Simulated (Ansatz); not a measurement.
## Pd: energy above lowest point and pressure against volume per atom

Equation of state of a cubic crystal from periodic Kohn-Sham density functional theory without spin; pressure corrected for the finite basis. The results are calculated, by Ansatz 0.2.0 development build.

Cell of the first row (space group Fm-3m, No. 225):
```
Pd
1.0
      0.0000     1.9309     1.9309
      1.9309     0.0000     1.9309
      1.9309     1.9309     0.0000
Pd
1
Direct
  0.00000 0.00000 0.00000
```

Settings of every row: formula Pd; structure type fcc; functional PBE; spin treatment none; k mesh 24x24x24; occupation method fermi-dirac; occupation width 0.061225619 eV; wave cutoff 600 eV; datasets hand-made PAW; density cutoff ratio 4.

Limits: the SCF threshold is loose for a stress in some rows.

```csv
row,volume per atom (Å³),energy above lowest point (meV/atom),pressure (GPa)
1,14.397,33.73,12.466
2,14.704,14.46,7.798
3,15.01,3.55,3.698
4,15.316,0,0.097
5,15.622,2.9,-3.063
6,15.929,11.47,-5.833
7,16.235,?,?
```

Question: what energy above lowest point and pressure should row 7 give?

Worked fit of energy above lowest point. Take u = (V_r/V)^(2/3) − 1 with V_r = 15.163 Å³ an atom, which is twice the finite (Eulerian) strain; such expansions in the strain, on which the Birch-Murnaghan equation of state is built, carry the rest volume and the bulk modulus. The shown rows have u = 0.03516, 0.0207, 0.00678, -0.00667, -0.01968, -0.03232. Least squares give energy above lowest point = 0.927 + 261.84 × u + 18626.2 × u² + 13226 × u³ meV/atom; a parabola predicts inner rows, each left out in turn, worse (root mean square 0.17 against 0.026 meV/atom). The rows lie off it by 0.00, 0.01, -0.01, -0.01, 0.01, 0.00. Its lowest point lies at u = -0.0071, or V = 15.33 Å³ an atom, and the curvature there gives the bulk modulus at fixed shape and fractions, B = (4/9)(1 + u)² E″(u)/V = 168 GPa. The withheld row has u = -0.04452, so the fit gives 0.927 + 261.84 × (-0.04452) + 18626.2 × (-0.04452)² + 13226 × (-0.04452)³ = 25.02 meV/atom.

The calculation gave 24.99 meV/atom. The fit lies 0.03 meV/atom (0.089 % of the column's range) above it; its largest miss of a shown row is 0.01 meV/atom. This row lies beyond the range of the fit.

Worked fit of pressure. Take u = (V_r/V)^(2/3) − 1 with V_r = 15.163 Å³ an atom, which is twice the finite (Eulerian) strain; such expansions in the strain, on which the Birch-Murnaghan equation of state is built, carry the rest volume and the bulk modulus. The shown rows have u = 0.03516, 0.0207, 0.00678, -0.00667, -0.01968, -0.03232. Least squares give pressure = 1.8394 + 267.706 × u + 959.14 × u² + 654 × u³ GPa; a parabola predicts inner rows, each left out in turn, worse (root mean square 0.0083 against 0.0011 GPa). The rows lie off it by 0.000, 0.000, -0.001, 0.001, 0.000, 0.000. The pressure vanishes at u = -0.0070, or V = 15.32 Å³ an atom, and there the bulk modulus at fixed shape and fractions is B = −V dP/dV = (2/3)(1 + u) dP/du = 168 GPa. The withheld row has u = -0.04452, so the fit gives 1.8394 + 267.706 × (-0.04452) + 959.14 × (-0.04452)² + 654 × (-0.04452)³ = -8.236 GPa.

The calculation gave -8.259 GPa. The fit lies 0.023 GPa (0.11 % of the column's range) above it; its largest miss of a shown row is 0.001 GPa. This row lies beyond the range of the fit.
